Large-wavevector limit of the static exchange-correlation kernel of the uniform electron gas

Statement

Take N electrons of mass m and charge −e in a periodic volume V with a rigid neutralising background, at zero temperature, spin-unpolarised, with n = N/V fixed as V → ∞. Define kF by n = kF³/(3π²), the dimensionless rs by n = 3/(4π rs³ a0³), and

ε_q = ħ²q²/(2m), v(q) = e²/(ε0 q²), ωp² = n e²/(ε0 m), Eh = e²/(4π ε0 a0).

The static response χ(q) links the number density to an external potential energy, δn(q) = χ(q) δv(q), in J⁻¹ m⁻³. The kernel fxc(q), in J m³, is the Fourier transform of δ²Exc/δn δn′ at uniform density, and the local-field factor is G(q) = −fxc(q)/v(q). Let t be the kinetic energy per electron of the interacting gas, ts = 3EF/5 that of the free gas with EF = ħ²kF²/(2m), and ec(rs) the correlation energy per electron. For q → ∞:

(1) χ(q) = −(4nm/ħ²q²) [1 + 8mt/(3ħ²q²) + O(q⁻⁴)]

(2) fxc(q) → −2tc/(3n), with tc = t − ts = −d(rs ec)/drs ≥ 0

(3) G(q) = C (q/kF)² + B + o(1), with C = 2π²ε0 tc/(e² kF) = (π/2)(tc/Eh)/(kF a0)

(4) B = (2/3)[1 − g(0)] + [(16/5) Δ⟨ε²⟩ − (16/9)(t² − ts²)]/(ħωp)²

Here g(0) is the spin-averaged pair-distribution function at contact, ε = p²/(2m) for one electron, and Δ⟨ε²⟩ is the interacting minus the free mean of ε². The form (3), (4) is due to Holas (1987).

Premises

P1. H = Σ_j p_j²/(2m) + U, nonrelativistic, with U the Coulomb energy of electrons and background, a function of positions only.
P2. The ground state |0⟩, of energy E0, is a homogeneous isotropic fluid with zero total momentum.
P3. Weakly modulated densities are v-representable both with and without interaction, so the Kohn-Sham system of the uniform gas is the free Fermi gas of density n.
P4. The expansion in 1/q below is asymptotic up to the first divergent moment; its remainder is fixed by power counting (Step 4), not by a rigorous bound.

Step 1. The kernel from two response functions

Write the universal functional as F = Ts + EH + Exc. The Euler equation δF/δn = μ − v_ext, varied at q ≠ 0, gives F″(q) δn = −δv, so F″ = −1/χ. The same argument for the free gas gives Ts″ = −1/χs, and EH″ = v(q). Hence

(5) fxc(q) = 1/χs(q) − 1/χ(q) − v(q).

By P3, χs is the response of the filled Fermi sphere, whose kinetic energy is ts and not t.

Step 2. The response as a resolvent

Let ρ† = Σ_j exp(iq·r_j) and L = H − E0. The perturbation η(ρ + ρ†) is the potential δv = 2η cos(q·r). To first order in η, momentum conservation leaves δ⟨ρ⟩ = −η[⟨ρ L⁻¹ ρ†⟩ + ⟨ρ† L⁻¹ ρ⟩], and the two terms are equal by inversion. Since δn(r) = 2(δ⟨ρ⟩/V) cos(q·r),

(6) χ(q) = −(2/V) ⟨0| ρ L⁻¹ ρ† |0⟩.

The factor exp(iq·r_j) shifts p_j to p_j + ħq and commutes with U (P1). Therefore exp(−iq·r_j) L exp(iq·r_j) = ε_q + W_j + L with W_j = ħ q·p_j/m, and

(7) χ(q) = −(2/V) Σ_l Σ_j ⟨0| exp[iq·(r_j − r_l)] (ε_q + W_j + L)⁻¹ |0⟩.

A single term of (7) lets H act on a function that is not antisymmetric in electron j. H is defined there too, and only the double sum, which equals (6), is physical.

Step 3. Self terms, l = j

All N terms are equal. Expand (ε_q + X)⁻¹ = Σ_s (−X)^s/ε_q^(s+1) with X = W + L, and use L|0⟩ = 0 and ⟨0|L = 0, which removes every product with L at either end.

s = 1: ⟨W⟩ = 0 by isotropy.

s = 2: ⟨W²⟩ = (ħq/m)² ⟨p²⟩/3, the angular mean of cos²θ being 1/3. With ⟨p²⟩ = 2mt this is (4/3) ε_q t.

s = 3: ⟨W³⟩ = 0 by isotropy, and ⟨W L W⟩ = ½⟨[W,[L,W]]⟩, because the other terms of the double commutator have L at an end. From [U, p] = iħ∇U follows [W,[L,W]] = (ħ⁴/m²)(q·∇_j)²U, whose mean is (ħ⁴q²/3m²)⟨∇_j²U⟩ by isotropy. Poisson's equation gives ∇_j²U = (e²/ε0)[n − Σ_{l≠j} δ(r_j − r_l)], with mean (ne²/ε0)[1 − g(0)]. Thus ⟨W L W⟩ = ε_q (ħωp)² [1 − g(0)]/3.

s = 4: ⟨W⁴⟩ = (ħq/m)⁴⟨p⁴⟩/5 = (16/5) ε_q² ⟨ε²⟩. The other products of this order contain fewer factors of q.

The self terms therefore sum to (N/ε_q){1 + 4t/(3ε_q) + [(16/5)⟨ε²⟩ − (ħωp)²(1 − g(0))/3]/ε_q² + …}.

Step 4. Distinct terms, l ≠ j, and the remainder

A distinct term joins the ket, in which electron j has received ħq, to the bra, in which electron l has. In the free gas with q > 2kF the two states are orthogonal and H does not connect them, so these terms vanish. With interaction a momentum near ħq must pass within the pair, which needs a separation of order 1/q. On that scale the rest of the wave function is constant and supplies the contact density n g(0) of partners per electron.

The ground state contains pairs with momenta (ħk, −ħk), k ≫ kF. For such a component the Schrödinger equation reduces to 2ε_k φ(k) = −v(k) ψ(contact), so its amplitude relative to contact is −v(k)/(2ε_k) ∝ k⁻⁴; this is the electron-electron cusp in momentum space. Three processes contribute at lowest order, relative to N/ε_q:

(a) the ket holds the pair (p_j, p_l) ≈ (−ħq, ħq), so that after the kick l is the fast electron, with energy denominator ε_q: −n g(0) v(q)/(2ε_q);
(b) the same in the bra: −n g(0) v(q)/(2ε_q);
(c) U hands the momentum from j to l between two denominators ε_q: −n g(0) v(q)/ε_q.

With n v(q) = (ħωp)²/(2ε_q) the sum is −g(0)(ħωp)²/ε_q², of relative order q⁻⁴. Parallel-spin pairs vanish at contact and enter at higher order.

The amplitude k⁻⁴ makes the momentum distribution fall as k⁻⁸. Then ⟨p²⟩ and ⟨p⁴⟩ exist while ⟨p⁶⟩ diverges. The expansion of Step 3 fails for electrons with p above about ħq, whose fraction is ∝ ∫_q^∞ k² k⁻⁸ dk ∝ q⁻⁵; this sets the remainder. Collecting,

(8) χ = −(2n/ε_q)[1 + a2/ε_q + a4/ε_q² + O(q⁻⁵)], a2 = 4t/3, a4 = (16/5)⟨ε²⟩ − (ħωp)²[1 + 2g(0)]/3.

The first two terms are (1), since 2n/ε_q = 4nm/(ħ²q²) and 4t/(3ε_q) = 8mt/(3ħ²q²).

Step 5. The free gas

Without interaction (8) has a2s = 4ts/3 = 4EF/5 and a4s = (16/5)(3EF²/7) = 48EF²/35, from the Fermi-sphere means of k² and k⁴. The closed form confirms this. For q > 2kF, (7) is the integral of 1/(ε_q + W) over the sphere, χs = −(m kF/π²ħ²) Φ with y = 2kF/q and

Φ = 1/2 − [(1 − y²)/(4y)] ln[(1 + y)/(1 − y)] = (y²/3)[1 + y²/5 + 3y⁴/35 + …].

With y² = 4EF/ε_q the prefactor is −2n/ε_q and the bracket is 1 + 4EF/(5ε_q) + 48EF²/(35ε_q²).

Step 6. Inversion

From (8), 1/χ = −ε_q/(2n) + a2/(2n) − (a2² − a4)/(2nε_q) + …, and likewise for χs. In (5) the terms −ε_q/(2n) cancel, because both systems have the same n and m. What remains is

(9) fxc = −(a2 − a2s)/(2n) − [(ħωp)² + (a4 − a4s) − (a2² − a2s²)]/(2nε_q) + …,

where v(q) = (ħωp)²/(2nε_q) was used. The first term is −2(t − ts)/(3n), which is the limit in (2). Dividing by −v(q) gives G. The leading part is 2ε0 tc q²/(3ne²) = C(q/kF)² with C = 2ε0 kF² tc/(3ne²) = 2π²ε0 tc/(e²kF), and e²/(4πε0) = Eh a0 turns this into the second form in (3). The constant part is 1 + [(a4 − a4s) − (a2² − a2s²)]/(ħωp)², and 1 − [1 + 2g(0)]/3 = (2/3)[1 − g(0)] gives (4).

Step 7. tc from the correlation energy

Put r_j = rs a0 x_j, so that the cell in x is independent of density. Then H = Eh(τ/rs² + υ/rs) with fixed operators τ and υ. The Hellmann-Feynman theorem gives, for the energy per electron E = t + u, rs dE/drs = −2t − u. Adding E = t + u yields t = −E − rs dE/drs = −d(rs E)/drs. Split E = ts + ex + ec. Since ts ∝ rs⁻², −d(rs ts)/drs = ts. Since the exchange energy ex ∝ rs⁻¹, rs ex is constant and drops out. Hence t − ts = −d(rs ec)/drs. The filled Fermi sphere has the lowest kinetic energy of all fermion states at given N and V, so tc ≥ 0, fxc(∞) ≤ 0 and C ≥ 0. This completes (2) and (3).

Consequences

A constant limit in q means that fxc(|r − r′|) contains the contact term −(2tc/3n) δ(r − r′). It is pure correlation and kinetic in origin: Exc carries the difference between the true and the Kohn-Sham kinetic energy. If χs in (5) is replaced by the free-particle expression evaluated with the interacting momentum distribution, t and ⟨ε²⟩ are the same on both sides, the q² term disappears and the modified factor tends to (2/3)[1 − g(0)], the limit found by Niklasson (1974). That factor is not the kernel of density functional theory.

The opposite limit is fxc(0) = d²(n exc)/dn², which the local-density approximation uses at every q. It also corresponds to G ∝ q², G = A(q/kF)², with another coefficient. For exchange, ex = −(3/4π) Eh a0 kF ∝ n^(1/3) gives fx(0) = (4/9) ex/n = −e²/(4ε0kF²), so exchange contributes 1/4 to A.

Range of validity

The results hold for the nonrelativistic, zero-temperature, unpolarised fluid at any rs for which P2 holds. Equation (1) needs ε_q large against t and ħωp. The limit (2) needs more. By (3), fxc = −(e²/ε0kF²)[C + B(kF/q)² + …], so the neglected term equals the leading one at q* = kF (B/C)^(1/2) and falls to a tenth of it at √10 q*. For rs → 0 only opposite spins meet, g(0) → 1/2. The correlation changes of t² and ⟨ε²⟩ scale as rs² EF² ∝ rs⁻² up to logarithms while (ħωp)² ∝ rs⁻³, so B → 1/3. C vanishes as rs |ln rs|, so q*/kF grows without bound: the limits q → ∞ and rs → 0 of G do not commute. From above q is limited by ε_q ≪ mc².

Illustration: rs = 1 with the Gell-Mann–Brueckner correlation energy

The model keeps the two leading terms of the high-density expansion of Gell-Mann and Brueckner (1957),

ec = Eh(λ ln rs + β), λ = (1 − ln 2)/π² = 0.0311, β ≈ −0.0469,

with β an approximate given input, Eh = 4.360 × 10⁻¹⁸ J and a0 = 5.292 × 10⁻¹¹ m. Step 7 gives tc = −Eh(λ ln rs + β + λ).

Fixed by rs = 1 alone: kF a0 = (9π/4)^(1/3) = 1.919, kF = 3.627 × 10¹⁰ m⁻¹, n = 1.611 × 10³⁰ m⁻³, ts = 4.82 × 10⁻¹⁸ J, ħωp = √3 Eh = 7.55 × 10⁻¹⁸ J.

The model's values, given to two figures beyond the first subtraction:

tc = (0.0469 − 0.0311) Eh = 0.0158 Eh = 6.9 × 10⁻²⁰ J (0.43 eV), 1.4 per cent of ts
fxc(∞) = −2tc/(3n) = −2.9 × 10⁻⁵⁰ J m³
C = (π/2)(0.0158)/1.919 = 0.013

At q → 0, ln rs = −(1/3) ln n + constant gives fc(0) = −λEh/(3n), which adds (π/4)λ/(kF a0) = 0.013 to A. Thus A = 0.263 and fxc(0) = −A e²/(ε0kF²) = −5.8 × 10⁻⁴⁹ J m³, about 20 times the model's fxc(∞).

Neglected term in q. With the leading value B = 1/3, q* ≈ 5 kF ≈ 1.8 × 10¹¹ m⁻¹, and (2) is reached within a tenth only beyond about 16 kF, where ε_q/(mc²) = 0.025. The t² term of (4) is −0.02 in the model; g(0) and Δ⟨ε²⟩ are not fixed by ec, so q* is an estimate. At q = 5kF the relative change of χ caused by tc is only 4tc/(3ε_q) = 5 × 10⁻⁴.

Neglected term in rs. The model's tc is a difference of two comparable numbers and vanishes at rs = exp[−(β + λ)/λ] = 1.7, beyond which it violates tc ≥ 0, so rs = 1 lies at the edge of its use. The next term of the expansion, Eh rs(λ1 ln rs + β1) with approximate inputs λ1 ≈ 0.0092 and β1 ≈ −0.010, adds −(λ1 + 2β1) Eh = 0.011 Eh to tc at rs = 1, about 0.7 of the two-term value. As typical knowledge, parametrisations of Monte Carlo correlation energies put tc near 0.037 Eh at this density, so the model's tc, |fxc(∞)| and C are all too small by a factor of roughly 2.3. The numbers fxc(∞) = −2.9 × 10⁻⁵⁰ J m³ and C = 0.013 belong to the two-term model and give the sign and order of magnitude for the electron gas at rs = 1, not its value.